The 3d5/2 row looks wrong. An electron outside the 1s² core of Kr³⁴⁺ should be bound at least as strongly as by a bare point charge of 34, for which the Dirac formula gives 1750.574 eV. The best column of the table has 1749.533 eV, which is 1.04 eV less. The 3d3/2 level falls short too, by 0.84 eV, while all six s and p levels lie above their Dirac values.

Calculated values. Binding energies of one electron added to Kr34+ (1s2), by Koopmans' theorem, second-order self-energy and EOM-EA-GCCSD, the last corrected in second order for the virtual space that was cut. The runs used PySCF 2.14.0 with a GHF reference, the X2C-1e Hamiltonian with screened-nucleus spin-orbit coupling, a Gaussian nucleus and an even-tempered 17s11p6d3f basis.

| level | Koopmans (eV) | second order (eV) | EOM-CCSD, corrected (eV) | EOM-CCSD less Koopmans (eV) |
| --- | --- | --- | --- | --- |
| 2s1/2 | 4110.831 | 4111.022 | 4111.024 | 0.193 |
| 2p1/2 | 4040.822 | 4041.186 | 4041.188 | 0.366 |
| 2p3/2 | 3973.120 | 3973.465 | 3973.467 | 0.347 |
| 3s1/2 | 1801.829 | 1801.883 | 1801.884 | 0.055 |
| 3p1/2 | 1783.070 | 1783.160 | 1783.161 | 0.091 |
| 3p3/2 | 1763.052 | 1763.139 | 1763.139 | 0.088 |
| 3d3/2 | 1755.754 | 1755.776 | 1755.776 | 0.021 |
| 3d5/2 | 1749.512 | 1749.533 | 1749.533 | 0.021 |

Each row is a level $nl_j$ of the added electron. "Koopmans" is its binding energy in the field of the frozen core. "Second order" adds the lowest-order response of the core, "EOM-CCSD, corrected" adds higher orders as well, and the last column is the resulting shift. It is called the correlation shift below, though it also contains the relaxation of the core, which Koopmans' theorem leaves out. The one-particle weight is 1.0 in every row, so each state is one electron on an intact core.

Two limits bracket the levels. Far outside the core the electron sees $Q = Z-2 = 34$, and deep inside it sees 36. Penetration of the 1s cloud and exchange with it both add binding, so charge 34 sets a floor:

$$E \approx \frac{Q^2\,\mathrm{Ry}}{n^2}\left[1+\frac{(Q\alpha)^2}{n}\left(\frac{1}{j+1/2}-\frac{3}{4n}\right)\right],$$

with $\alpha$ the fine-structure constant. For 3d3/2 the prefactor is $34^2\times 13.606/9 = 1747.6$ eV and the bracket is $1+(0.0616/3)(1/2-1/4) = 1.00513$, which gives 1756.5 eV, against 1756.615 eV from the full formula. The centrifugal barrier decides how far above the floor a level lies: 2s by 101 eV, 2p3/2 by 26 eV. A 3d electron hardly enters the core, so its margin is small enough to expose an error of 1 eV.

The size of that error follows without any fit. Weighting the two 3d Koopmans offsets by $2j+1$ cancels spin-orbit coupling in first order: $[4(-0.861)+6(-1.062)]/10 = -0.982$ eV. First-order estimates with hydrogenic orbitals put penetration at 0.132 eV and exchange at 0.190 eV. The missing binding is therefore $0.982+0.132+0.190 = 1.30$ eV, only 0.07% of the level energy but some sixty times its correlation shift.

The basis can account for it, as a model test shows. Solving the nonrelativistic one-electron problem of charge 34 in the six d Gaussians of the run (smallest exponent 7.8 bohr⁻², ratio 2.8) leaves 3d underbound by 1.32 eV. That closeness is partly luck, since the test ignores relativity and the core terms are first-order, but it leaves little room for another cause of the mean shift. In this nonrelativistic model the sign is fixed by the variational principle: an incomplete basis can only lose binding. The radial density of the widest d Gaussian peaks at $\sqrt{3/(2\times 7.8)} = 0.44$ bohr, outside the mean 3d radius of $10.5/34 = 0.31$ bohr, so the set is not plainly too short in range. The ratio of 2.8 leaves few functions on the orbital, and this coarse spacing is the main culprit: in the same model, one more Gaussian on the wide side at the same ratio would remove only a small part of the error.

The same test gives 1.7 eV for 3s, 1.3 eV for 3p, 0.4 eV for 2s and 0.2 eV for 2p. For these penetrating orbitals the figures are only a scale, and no floor reveals them. Only in the two 2p rows is this estimated basis error smaller than the correlation shift.

The agreement of second order with EOM-CCSD to 2 meV or better says nothing about any of this, because both start from the same orbitals and Hamiltonian. It is also partly built in: 20 to 38% of each shift is a second-order patch for virtual orbitals cut from the coupled-cluster step, so higher orders are tested only in the space kept. Theory makes them small anyway. Level spacings grow as $Z^2$ and electron repulsion as $Z$, so second order is independent of $Z$ and third order falls as $1/Z$. A basis scaled to the ion loses a fixed fraction of the binding, an error growing as $Q^2$. In a lighter ion of the same kind correlation should therefore gain on the basis error, and in a heavier one lose ground to it.

The 3d pair shows a second, separate fault. Its Koopmans splitting is 6.242 eV, 3.3% above the Dirac value of 6.041 eV for charge 34, and the basis changes $\langle r^{-3}\rangle$ by only 0.1%. Full screening of the spin-orbit field by the two core electrons gives 6.041 eV, and no screening gives $6.041\times 36/34 \approx 6.40$ eV. The table corresponds to a charge near 35. The probable cause is the screened-nucleus factor that stands in for the two-electron spin-orbit term, which is known to overshoot in light atoms. The p splittings lie 7 to 8% above the charge-34 values, but penetration raises them legitimately, so they cannot be judged this way.

The usual picture of the correlation shift fails as well. A distant electron polarises the core and gains $\alpha_d\langle r^{-4}\rangle/2$, with dipole polarisability $\alpha_d = 9/\zeta^4 = 5.55\times10^{-6}$ a.u. for two 1s electrons of charge $\zeta = Z-5/16$. This gives 0.055 eV for 3d against 0.021 eV, overshoots the p rows by factors of 11 to 16, and diverges for s. It assumes a slow electron far from a fast core. For the non-penetrating d levels of neutral lithium that roughly holds, but here core and outer electron feel almost the same charge, and their radii and frequencies scale together. The next term, in $r^{-6}$, combines the lag of the core with its quadrupole response and removes 0.043 eV. The sum of about 0.01 eV now undershoots, and a series whose second term nearly cancels the first is unusable. It should recover only at higher $l$. The 3d value in the table is itself limited by the basis: the dipole response carries 3d partly into f, and the three f Gaussians of the run are all tight (smallest exponent 340 bohr⁻², against 7.8 for d), so part of that response is probably missing and the 3d overshoot overstated.

Missing physics bites hardest in small intervals. The 2s–2p1/2 gap is 69.836 eV, of which correlation supplies −0.17 eV. The basis test suggests an imbalance of about 0.2 eV, the absent QED shift of 2s is of order 1 eV, the Breit interaction is absent too, the one-electron X2C Hamiltonian leaves the electron repulsion without its relativistic correction, and any error of the screened-nucleus factor moves 2p1/2 directly. Even nuclear recoil, about 0.03 eV for 2s, exceeds the difference between the two correlated columns. The row-by-row comparisons are in the output below.

Numerical output:

```
rounding floor: 0.0005 eV per entry, 0.001 eV per difference
level Dirac(34)/eV Koop-Dirac/eV EOM-Dirac/eV defect basis_err/eV basis_err/corr
2s1/2 4010.231 +100.600 +100.793 +0.02513 0.414 2.1
2p1/2 4010.231 +30.591 +30.957 +0.00772 0.201 0.5
2p3/2 3947.291 +25.829 +26.176 +0.00663 0.201 0.6
3s1/2 1775.288 +26.541 +26.596 +0.02247 1.679 30.5
3p1/2 1775.288 +7.782 +7.873 +0.00665 1.339 14.7
3p3/2 1756.615 +6.437 +6.524 +0.00557 1.339 15.2
3d3/2 1756.615 -0.861 -0.839 -0.00072 1.317 62.7
3d5/2 1750.574 -1.062 -1.041 -0.00089 1.317 62.7
level corr/eV corr/EOM(ppm) EOM-second/meV patch/eV patch share of corr
2s1/2 0.193 47 +2 0.038 20%
2p1/2 0.366 91 +2 0.136 37%
2p3/2 0.347 87 +2 0.132 38%
3s1/2 0.055 31 +1 0.014 26%
3p1/2 0.091 51 +1 0.034 37%
3p3/2 0.088 50 +0 0.033 38%
3d3/2 0.021 12 +0 0.007 33%
3d5/2 0.021 12 +0 0.007 31%
3d weighted Koop-Dirac -0.982 eV; first-order penetration 0.132, exchange 0.190 eV
3d deficit 1.304 eV; basis error 1.317 eV (101%); left -0.013 eV
3d deficit / corr = 62; deficit / binding = 0.074%
splitting: Koop, EOM, Dirac34, Dirac36 /eV, Koop/Dirac34, basis <r^-3> ratio
2p 67.702 67.721 62.940 79.496 1.0757 1.0001
3p 20.018 20.022 18.672 23.587 1.0721 1.0039
3d 6.242 6.243 6.041 7.603 1.0332 1.0012
3d: excess 0.201 eV; unscreened SO 6.397 eV; implied SO charge 35.09
core polarisation, alpha = 9/zeta^4 = 5.55e-06 a.u. (s rows: <r^-4> diverges, no prediction)
2p1/2 model 4.203 eV, table 0.366 eV, model/table 11.5
2p3/2 model 4.203 eV, table 0.347 eV, model/table 12.1
3p1/2 model 1.384 eV, table 0.091 eV, model/table 15.2
3p3/2 model 1.384 eV, table 0.088 eV, model/table 15.7
3d3/2 model 0.055 eV, table 0.021 eV, model/table 2.6
3d5/2 model 0.055 eV, table 0.021 eV, model/table 2.6
3d: r^-4 term 0.055, r^-6 term -0.043, sum 0.013 eV; <r>1s/<r>3d 0.136
corr n=2/n=3 (n^-3: 3.375): s1/2 3.51 p1/2 4.02 p3/2 3.94
EOM 2s-2p1/2 69.836 eV, 2s-2p3/2 137.557 eV; corr part -0.173, -0.154 eV
scales only: QED 2s prefactor 0.7 eV; recoil 2s 0.027, 3d 0.011 eV; (Za)^2 0.069
```
